How hard does a crystal push back when it is squeezed a little further than it has been so far, and what does that last squeeze cost in energy? The crystal here is BiTe in the rock-salt structure, where every atom has six equal neighbours. Its volume per atom is changed in even steps of 2 % of the given cell. The top row, the most compressed cell, is the one to be predicted.

Rock-salt BiTe (Fm-3m, 2-atom cell) in Ansatz 0.2.0: all-electron scalar-relativistic LAPW DFT with PBE, without spin–orbit coupling, spin polarisation or dispersion correction. The k mesh is 7×7×7, the Fermi–Dirac smearing 0.05 eV and the basis error 0.5 meV/atom. Cell shape and fractional positions are fixed; energies are counted from the fitted minimum.

| volume (Å³/atom) | energy (meV/atom) | pressure (GPa) |
| --- | --- | --- |
| 31.82 | ? | ? |
| 32.50 | 18.93 | 3.190 |
| 33.18 | 8.02 | 2.000 |
| 33.85 | 1.87 | 0.930 |
| 34.53 | 0.00 | -0.030 |
| 35.21 | 1.98 | -0.890 |
| 35.89 | 7.40 | -1.660 |

The energy is counted per atom from the bottom of the curve. The pressure is what must be applied from outside to hold the crystal at that volume, so a negative value means that it has to be pulled. The two columns are tied together, because pressure is the rate at which energy rises as volume shrinks.

**From 32.50 to 33.85: the squeezed crystal**

The first known rows, read upwards, show the resistance growing. Going from 33.85 to 33.18 takes 1.07 GPa of extra pressure, and the next equal step, to 32.50, takes 1.19 GPa. The crystal gets stiffer as it is compressed.

A likely explanation lies in the contacts between atoms. When Bi and Te approach each other, their filled shells overlap, and the Pauli principle drives the energy up steeply. This repulsion does not only grow, it also gets steeper, so each further shortening adds more force than the one before. The attraction that holds the crystal together changes more gently with distance and offsets only part of this. This is an argument from theory, since a total energy does not come divided into such parts.

The row at 33.85 is the given cell, and it already needs 0.93 GPa. At this level of theory the crystal would rather be slightly larger.

**Around 34.53: the bottom of the curve**

Here the pressure is almost zero, and a smooth curve through the six known energies puts the minimum at 34.51 Å³/atom. This is the best volume for an ideal rock-salt crystal, the only shape that was allowed. It is no evidence that BiTe would choose this structure, and the compound known at ambient conditions is in fact layered.

**From 35.21 to 35.89: the stretched crystal**

On this side the resistance fades. Stretching from 34.53 to 35.21 changes the pressure by 0.86 GPa, and the next step by only 0.77 GPa. The energies alone tell the same story: their curvature, taken over three neighbouring rows, is 4.76 meV around 33.18 but 3.44 meV around 35.21. A parabola has the same curvature everywhere, so it must be too soft for the squeezed crystal and too stiff for the stretched one.

**A curve that stiffens by itself**

A better curve follows from a better choice of variable. In rock salt the contact length $d$ is the cube root of the volume per atom $V$, and the energy can be written in powers of $1/d^2$:

$$E = a + b\,x + c\,x^2 + e\,x^3, \qquad x = V^{-2/3} = \frac{1}{d^2}$$

$$P = -\frac{dE}{dV}, \qquad B = -V\,\frac{dP}{dV}$$

Here $E$ is the energy, $P$ the pressure and $B$ the bulk modulus, the resistance to a relative change of volume; $a$, $b$, $c$ and $e$ are constants. An equal cut in volume changes $1/d^2$ more when the atoms are already close. Even without the cubic term, the curve therefore stiffens on compression: its modulus rises by 4 GPa for each GPa of pressure near the minimum. The cubic term lets the crystal set its own rate. The full expression is the third-order Birch–Murnaghan equation of state.

The four constants were fitted to the six known energies. The pressures were left out, because they may be slopes of a curve that was drawn through all seven energies. The fit gives a modulus of 46 GPa at the minimum, rising by about 4.5 GPa per GPa of pressure. At 32.50 it has reached 60 GPa, so a contact only 2 % shorter than at the minimum makes the crystal about 30 % stiffer.

**Back to the top row: the prediction**

The last step can be followed by hand. The modulus is 60 GPa at 32.50 and should rise by roughly 6 GPa on the way to 31.82, which makes about 63 GPa on average. The volume shrinks by 2.1 % of its value. The pressure should therefore grow by $63 \times 0.021 \approx 1.3$ GPa, to about 4.5 GPa.

The energy follows as work, which is mean pressure times change of volume. The mean of 3.2 and 4.5 GPa is close to 3.9 GPa, and the volume changes by 0.68 Å³. Since 1 GPa Å³ is about 6.2 meV, the step costs roughly 16 meV. Added to the 18.93 meV at 32.50, this gives about 35 meV. The estimate takes its modulus from the fit, so it shows where the forecast comes from and is no second opinion.

The fitted curve itself gives the forecasts for 31.82:

- The energy is 35.2 ± 0.2 meV/atom. This is clearly above the parabola, which gives 33.2, and slightly above the curve without the cubic term, which gives 35.0.
- The pressure is 4.52 ± 0.05 GPa, with a larger rise over this last step than over the step before.

The ranges are a judgement. They allow for the choice of curve and for small numerical noise, which grows when a curve is continued past its last point. The basis set is good to about 0.5 meV/atom, more than the range for the energy, but most of that error should be shared by neighbouring volumes and cancel. The smoothness of the known rows shows at least that the error does not jump from one volume to the next.

Spin–orbit coupling is a different matter. It is strong in bismuth and was left out of every row, so it cannot spoil this forecast, which concerns the same calculation. It could shift the whole curve away from that of real BiTe, by an amount that is untested here.

The withheld rows as computed:

| volume (Å³/atom) | energy (meV/atom) | pressure (GPa) |
| --- | --- | --- |
| 31.82 | 35.14 | 4.510 |

**What the top row shows**

Both values fall inside their ranges. The energy is 35.14 meV/atom, so the rounded forecast was 0.06 meV too high (0.02 meV before rounding), and the pressure is 4.51 GPa, 0.01 GPa below the forecast. Misses this small call for no physical cause. The pressure also rose by more than in the step before, as expected.

The two hits count as one. On the known rows, the slope of the fitted energy curve already reproduces the pressures to within 0.004 GPa. Once the energy curve continues correctly, the pressure has little freedom to go elsewhere.

The parabola fares worse. It falls 2 meV short, about 6 % of the energy at this volume, although it stays within about 0.3 meV of every known row. Inside the known range it can balance a curve that is too soft on one side against one that is too stiff on the other. One step outside, nothing is left to balance the error, and the neglected stiffening shows in full.

The curve without the cubic term misses by only 0.16 meV. Most of the stiffening is thus captured by describing the crystal through $1/d^2$, and the cubic term adds a fine correction. This works because the slope of 4 that is built into the simpler curve lies close to the 4.5 of this crystal. A crystal with a very different slope would need the cubic term much sooner. The success covers a single step of 2 %, and for much stronger compression the form would have to be tested again.

The same reasoning serves for a neighbouring crystal whose modulus and its rise with pressure are known. Because volume goes as the cube of the contact length, shortening every contact by 1 % raises the modulus by about three times that rise, in per cent. With the value of 4.5 found here, this is roughly 14 %. The rule holds for small changes around the minimum, as long as the crystal keeps its structure and shrinks evenly in all directions.

The printed analysis below gives the three fits; in it, $y$ is the relative change of $1/d^2$ from the given cell and $t$ the relative change of volume.

Printed output of the fit:

```
fit of energy on 6 rows: constant 1.871 +/- 0.0026, coefficient of y 294.8 +/- 0.18, coefficient of y**2 11652 +/- 4.9, coefficient of y**3 2770 +/- 210; rms 0.00221, worst 35.21 -0.00357, leave-one-out rms 0.0149
  rows outside the fit (model, value, miss): 31.82 35.16, 35.14, 0.0176
fit of energy on 6 rows: constant 1.884 +/- 0.018, coefficient of y 297 +/- 0.61, coefficient of y**2 11608 +/- 28; rms 0.0207, worst 35.21 -0.0285, leave-one-out rms 0.0667
  rows outside the fit (model, value, miss): 31.82 34.98, 35.14, -0.162
fit of energy on 6 rows: constant 2.039 +/- 0.21, coefficient of t -212.9 +/- 4.9, coefficient of t**2 5097 +/- 139; rms 0.24, worst 33.18 0.315, leave-one-out rms 0.771
  rows outside the fit (model, value, miss): 31.82 33.16, 35.14, -1.98
second difference of energy around 33.18, meV/atom: 4.76
second difference of energy around 35.21, meV/atom: 3.44
volume of the minimum from six energies, A^3/atom: 34.51
bulk modulus at the minimum from six energies, GPa: 46.45
slope of the bulk modulus with pressure from six energies: 4.474
bulk modulus at 32.50 from the full form, GPa: 60.29
bulk modulus at 35.89 from the full form, GPa: 38.85
Bi-Te contact at 31.82, A: 3.169
largest gap between energy slope and pressure column on known rows, GPa: 0.003601
energy forecast at 31.82, full form less slope-4 form, meV/atom: 0.1793
energy forecast at 31.82, full form less parabola, meV/atom: 1.999
forecast energy rise from 32.50 to 31.82, meV/atom: 16.23
same rise as mean pressure times volume step, meV/atom: 16.28
pressure forecast at 31.82 from six energies, GPa: 4.515
pressure forecast less computed pressure at 31.82, GPa: 0.00543
```
